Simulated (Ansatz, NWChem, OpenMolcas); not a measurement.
# Computed against measured: dipole moment

8 molecules holding an element from Na to Cl; the dipole moment in D, computed less measured. Shapes, held fixed at every level: PBE0-D4/def2-TZVP. No vibrational averaging. Dipoles are compared by magnitude; molecules under 1 D, whose direction can flip, are left out. Programs: Ansatz 0.2.0, NWChem 7.3.0, OpenMolcas 26.06. A level may come from different programs for different species; with the same settings they agree closely. Measured values: NIST CCCBDB.

Levels: A = B3LYP/6-31G* (Cartesian functions); B = PBE0/def2-SVP; C = B3LYP-D4/def2-TZVPP.

```csv
molecule,measured,A,B,C
HCl (hydrogen chloride),1.08,+0.38,+0.29,+0.11
NS (Mononitrogen monosulfide),1.81,-0.08,+0.01,+0.08
CH3Cl (chloromethane),1.87,+0.14,+0.01,+0.01
CHCl2F (dichlorofluoromethane),1.29,+0.05,+0.04,-0.04
SiH2Cl2 (dichlorosilane (DCS)),1.13,+0.43,+0.14,+0.01
SiH3Cl (chlorosilane),1.31,+0.37,+0.06,-0.06
SO2F2 (sulfuryl fluoride),1.12,+0.06,-0.08,+0.01
C2H6S (dimethyl sulfide),1.50,+0.20,+0.07,+0.02
```

Task: Sum up the errors.

Result: 
```tsv
level	kind	mean error	mean absolute error	worst case
B3LYP/6-31G* (Cartesian functions)	global hybrid	+0.194	0.214	SiH2Cl2
PBE0/def2-SVP	global hybrid	+0.068	0.087	HCl
B3LYP-D4/def2-TZVPP	global hybrid	+0.018	0.042	HCl
```

On this set B3LYP-D4/def2-TZVPP has the smallest mean absolute error and B3LYP/6-31G* (Cartesian functions) the largest. B3LYP/6-31G* (Cartesian functions) is too high in 7 of 8; PBE0/def2-SVP is too high in 7 of 8; B3LYP-D4/def2-TZVPP is too high in 6 of 8. The levels differ in basis as well as in method. The tabulated value of HCl is in doubt (older tables, estimates, or at odds with other calculations) and kept here. Over the 7 molecules whose values aren't doubted the mean absolute errors are A 0.190; B 0.059; C 0.033. Open shells run unrestricted. The set is small.

The gain from A to C is essentially a basis-set effect: the functional is the same, and at fixed shapes a dispersion term of this kind leaves the density, and so the dipole, unchanged. The larger basis lowers the computed dipole in every molecule but NS, where it rises from -0.08 to +0.08 D relative to measurement. The drop is largest in the two chlorosilanes. Their Si–Cl bonds are strongly polar, and a small basis probably gives the chlorine lone pairs and the Si–H bonds too little freedom to polarise against that charge separation. NS is a radical with its unpaired electron in a π* orbital; the data here don't show why it responds differently.

The lead of C over B is less general. Among the undoubted values it comes from SiH2Cl2, SO2F2 and dimethyl sulfide; three others tie in magnitude, and NS favours B. These data therefore don't show B3LYP to be better than PBE0 for dipoles.
